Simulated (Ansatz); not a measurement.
# Surface energy of the Ru basal plane from a straight line through PBE slab energies, 5 to 13 layers

Ruthenium is a 4d metal with a partly filled d band and strong bonds, and an atom in its close-packed basal plane loses three of its twelve nearest neighbours when the crystal is cut. The price of that cut is the surface energy. It helps to decide which facets a catalyst particle shows and whether a thin metal film wets its support or beads up. I take it from PBE energies of unrelaxed slabs, measured against the bulk metal, whose energy per atom is the slope of a line through the slabs. My question is what surface energy the intercept of that line gives, and how closely the line foretells the energy of a slab with six layers.

## Set-up

Ansatz 0.2.0, plane-wave Kohn-Sham DFT with its default PAW datasets at a cutoff of 420 eV. Symmetric 1×1 slabs of 5 to 13 layers are cut at the tabulated measured lattice constant with atoms at bulk places and 18 Å of vacuum. In-plane k-spacing 0.16 Å⁻¹ (2π included), Fermi-Dirac smearing of 0.1 eV, dipole correction on. Spin-paired. Scalar-relativistic, no spin-orbit coupling. PBE; the crystal is hcp. The mesh is the same for all thicknesses of a face. Energies are extrapolated to zero smearing, and 5878.7 eV per atom is added to keep the numbers short, which leaves the intercept unchanged. E(N) = N·e + 2·A·γ holds once the two faces no longer feel each other. The same in all rows: area of the 1×1 cell: 6.313 Å².

- layers: number of atomic layers, one atom each.
- energy (eV): energy of the slab's 1×1 cell plus 5878.7 eV per atom.

## Numbers

| member | layers | energy (eV) |
| --- | --- | --- |
| 5 layers | 5 | 2.1895 |
| 6 layers | 6 | ? |
| 8 layers | 8 | 2.2453 |
| 10 layers | 10 | 2.2902 |
| 13 layers | 13 | 2.3415 |

Cells marked ? are withheld until the estimate has been made.

## Why the values move as they do

The energy rises with every step in thickness shown, from 2.1895 eV at 5 layers to 2.3415 eV at 13. The rise itself says nothing about the surface. It is what remains of the bulk energy per atom after a round number has been added, and another round number would change its size or even its sign. The surface sits in the intercept, because each slab has two faces whatever its thickness.

The four slabs have a mean thickness of 9 layers and a mean energy of (2.1895 + 2.2453 + 2.2902 + 2.3415) / 4 = 2.2666 eV. The squared distances from the mean thickness add up to 16 + 1 + 1 + 16 = 34, so the least-squares slope is (4 × (2.3415 − 2.1895) + (2.2902 − 2.2453)) / 34 = 0.0192 eV per layer, and the intercept is 2.2666 − 9 × 0.0192 = 2.0938 eV. Dividing by the area of both faces gives 2.0938 / (2 × 6.313) = 0.1658 eV/Å², and 0.1658 × 16.02 = 2.66 J/m². Per surface atom this is 2.0938 / 2 = 1.05 eV, the cost of the lost neighbours after the remaining bonds have strengthened a little. Letting the outer layers relax could only lower it.

The slabs leave the line by at most 2.2902 − (2.0938 + 10 × 0.0192) = 0.0044 eV, at 10 layers. Such small departures still matter when only two slabs are used, since an error in the slope is multiplied by the number of layers on the way back to the intercept. The slabs with 8 and 10 layers alone give a slope of (2.2902 − 2.2453) / 2 = 0.02245 eV per layer and a surface energy of (2.2453 − 8 × 0.02245) / (2 × 6.313) × 16.02 = 2.62 J/m²; those with 10 and 13 layers give (2.3415 − 2.2902) / 3 = 0.0171 eV per layer and (2.2902 − 10 × 0.0171) / (2 × 6.313) × 16.02 = 2.69 J/m². With all four, the standard error of the fit is about 0.01 J/m², which covers the scatter about the line but not the error of PBE.

Electrons confined between two faces form discrete subbands, and their filling changes with thickness, which can make the energy oscillate about the line. Sampling these subbands on a finite k-mesh can leave errors of similar size, so I read no physics into the sign of any single departure.

## Predicting the missing value

Plain estimates from the members shown:

- 6 layers, straight-line interpolation between 5 layers and 8 layers: w = (6 − 5) / (8 − 5) = 0.333, so 2.1895 + 0.333 × (2.2453 − 2.1895) = 2.2081 eV

For six layers I trust the line through all four slabs more than the interpolation between 5 and 8 layers, which passes on the departures of just two slabs. The line gives 2.0938 + 6 × 0.0192 = 2.2090 eV, and the interpolation, at 2.2081 eV, lies only 0.0009 eV lower.

I tried the route on the slabs shown, leaving out one at a time and predicting it from the other three. The 8-layer slab, which like the six-layer one lies inside the range, comes out roughly 0.003 eV above the computed 2.2453 eV. The misses for 5, 10 and 13 layers are roughly 0.001, 0.006 and 0.007 eV in size. Their root mean square over all four is 0.005 eV, far below the spread of the energies in the table. That spread depends on the constant added per atom, but the misses do not, and they are small beside the intercept.

Confinement could push the six-layer slab to either side, and more strongly than a thick slab because its faces are closer together. Four irregularly spaced thicknesses do not fix the period or phase of such an oscillation, so I apply no shift. The 5-layer slab, thinner still, lies within 0.0004 eV of the line, which gives me no reason to widen the error beyond the 0.005 eV found in the trial.

**Committed estimate, 6 layers: energy = 2.209 ± 0.005 eV.**

## The withheld result

| member | layers | energy (eV) |
| --- | --- | --- |
| 6 layers | 6 | 2.1950 |

| member | estimate | energy (eV) | computed | estimate − computed | miss in error bars |
| --- | --- | --- | --- | --- | --- |
| 6 layers | committed | 2.2090 | 2.1950 | +0.0140 | 2.8 |
| 6 layers | interpolation | 2.2081 | 2.1950 | +0.0131 |  |

The estimate was too high by 0.0140 eV, or 2.8 error bars, and so lies well outside its range. The interpolation between 5 and 8 layers missed by 0.0131 eV, so my preference for the line through all four slabs gained nothing.

The weak point was the error bar. I took the 5-layer slab's closeness to the line as a sign that thin slabs behave well, but an end point pulls the line towards itself, and its small departure said little about its neighbour. Four trial misses were also too few to fix a standard deviation.

The energy rises by only 2.1950 − 2.1895 = 0.0055 eV from 5 to 6 layers, then by (2.2453 − 2.1950) / 2 = 0.0252 eV per layer up to 8. Uneven steps of this kind are what confinement can produce, though they don't identify it as the cause. The surface energy hardly suffers. With the 6-layer slab included, the mean thickness is (5 + 6 + 8 + 10 + 13) / 5 = 8.4 layers and the mean energy (2.1895 + 2.1950 + 2.2453 + 2.2902 + 2.3415) / 5 = 2.2523 eV. The distances from the mean thickness run from 5 − 8.4 = −3.4 to 13 − 8.4 = 4.6 layers, and their squares add up to 5 × 5 + 6 × 6 + 8 × 8 + 10 × 10 + 13 × 13 − 5 × 8.4 × 8.4 = 41.2. The least-squares slope becomes (4.6 × 2.3415 + 1.6 × 2.2902 − 0.4 × 2.2453 − 2.4 × 2.1950 − 3.4 × 2.1895) / 41.2 = 0.02002 eV per layer, and the intercept falls to 2.2523 − 8.4 × 0.02002 = 2.0841 eV. The surface energy changes from 2.66 J/m² to 2.0841 / (2 × 6.313) × 16.02 = 2.64 J/m².

## Outliers

The 6-layer slab lies farthest from the line through all five slabs, roughly 0.009 eV below. The slabs with 10 and 5 layers follow, roughly 0.006 and 0.005 eV above.

A plausible reason for the low 6-layer energy is the way its subbands fall around the Fermi level, together with their sampling on a finite k-mesh. Using the same mesh for every thickness does not remove that error, because each slab has its own set of subbands. Either effect can have either sign, so the same explanation is open for the slabs with 10 and 5 layers, which lie above the line.

A simple alternation between even and odd numbers of layers does not fit, since the slabs with 8 and 10 layers lie above the line while the one with 6 lies below. The program's warning about the thin density outside the metal does not single out this slab either. It came for every thickness, and an error tied to the faces would enter all slabs nearly equally and shift the intercept, leaving little scatter.

## What to take away

Between 5 and 13 layers a straight line describes these energies well. Leaving out each slab in turn gives a typical miss of 0.010 eV, against a standard deviation of roughly 0.065 eV among the tabulated energies, a spread that depends on the constant added per atom. The typical miss does not depend on it, and is the error I would now attach to a further thickness within the range.

The intercept gives 2.0841 / (2 × 6.313) × 16.02 = 2.64 J/m², with a standard error of about 0.01 J/m² from the scatter. Splitting the crystal along this plane creates two faces and therefore costs 2 × 2.64 = 5.28 J/m² in this unrelaxed model.

Two errors that the scatter does not show are probably larger. Relaxing the outer layers would lower the surface energy, roughly by a few hundredths of a J/m². PBE tends to make metal surfaces too cheap, often by a tenth or more, which here would mean some 0.3 J/m² too low. More slabs would cure neither.

[On method and selection: Runs that did not converge, have known faults or may not be shown are not listed, and runs on Ansatz's PAW sets soft_1 and soft_2 are kept to separate tables. The two faces with the smallest area per atom are listed, of up to three that were run. Runs in which the search for lower states was switched off are not listed. Work functions and vacuum levels are read from the electrostatic potential (Hartree and local ionic parts), which a warning of a rough exchange-correlation potential in thin density does not concern. Where the table has no 7-layer slab, one was as a rule run in another session of the same face and is not part of the fit. Slabs under five layers (six on open faces) were run too and are not listed, as too thin for the line. The zero of the energy column is arbitrary, so only the intercept and the misses about the line carry meaning. The default PAW datasets of this version of Ansatz are the set soft_2. Slabs of Ru run and not listed: (0001) at 1, 2, 3, 4 and 7 layers. Those under five or six layers are too thin for the line, the 7- or 11-layer ones come from another session, and the table stops at six a face.]
